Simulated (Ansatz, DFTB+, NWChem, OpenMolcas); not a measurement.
## Computed against measured: dipole moment

6 molecules holding an element from Na to Cl; the dipole moment in D, computed less measured. Shapes, held fixed at every level: PBE0-D4/def2-TZVP; CS, PN at the measured bond length. No vibrational averaging. Dipoles are compared by magnitude; molecules under 1 D, whose direction can flip, are left out. Programs: Ansatz 0.2.0, DFTB+ 25.1, NWChem 7.3.0, OpenMolcas 26.06. A level may come from different programs for different species; with the same settings they agree closely. Measured values: NIST CCCBDB.

Levels: A = DFTB2; B = HF/def2-SVP; C = B3LYP/6-31G* (spherical functions).

```json
{"molecule": "CS (carbon monosulfide)", "measured": "1.98", "A": "-1.37", "B": "-0.49", "C": "-0.41"}
{"molecule": "PN (phosphorus nitride)", "measured": "2.75", "A": "-1.27", "B": "+0.21", "C": "-0.30"}
{"molecule": "CH2S (methanethial)", "measured": "1.65", "A": "-0.24", "B": "+0.37", "C": "+0.21"}
{"molecule": "CH4S (methanethiol)", "measured": "1.52", "A": "-0.36", "B": "+0.13", "C": "+0.20"}
{"molecule": "C2H4S (thiirane)", "measured": "1.85", "A": "-0.16", "B": "+0.25", "C": "+0.21"}
{"molecule": "C2H6S (dimethyl sulfide)", "measured": "1.50", "A": "-0.44", "B": "+0.16", "C": "+0.20"}
```

Q: Which level does best on this set, which worst, and which err to one side?

A: 
```
                             level            kind  mean error  mean absolute error  worst case
                             DFTB2  semi-empirical      -0.640                0.640          CS
                       HF/def2-SVP    Hartree–Fock      +0.105                0.268          CS
B3LYP/6-31G* (spherical functions)   global hybrid      +0.018                0.255          CS
```

On this set B3LYP/6-31G* (spherical functions) has the smallest mean absolute error and DFTB2 the largest. DFTB2 is too low in 6 of 6; HF/def2-SVP is too high in 5 of 6. The levels differ in basis as well as in method. The smallest two are near a tie. The set is small.

The near-zero mean error of B3LYP, +0.018 D, reflects cancellation rather than an absence of bias: CS and PN come out too low, while the four organosulfur molecules are too high by an almost constant 0.20 to 0.21 D. DFTB2 is low throughout, but its large mean error comes mostly from the same two diatomics.

These are demanding cases because their dipoles don't follow from bond polarity alone. In CS the two atoms have nearly equal electronegativities, and the carbon lone pair, pointing away from sulfur, makes carbon the negative end. Such a moment depends on the shape of the density around each atom as well as on charge transfer between atoms, and DFTB2 probably loses much of the former by describing the charge distribution through atomic monopoles. The organosulfur molecules also have sulfur lone pairs, but their DFTB2 errors are much smaller. The data therefore don't support a single scaling correction for DFTB2, nor a uniform shift for B3LYP across both bonding types.
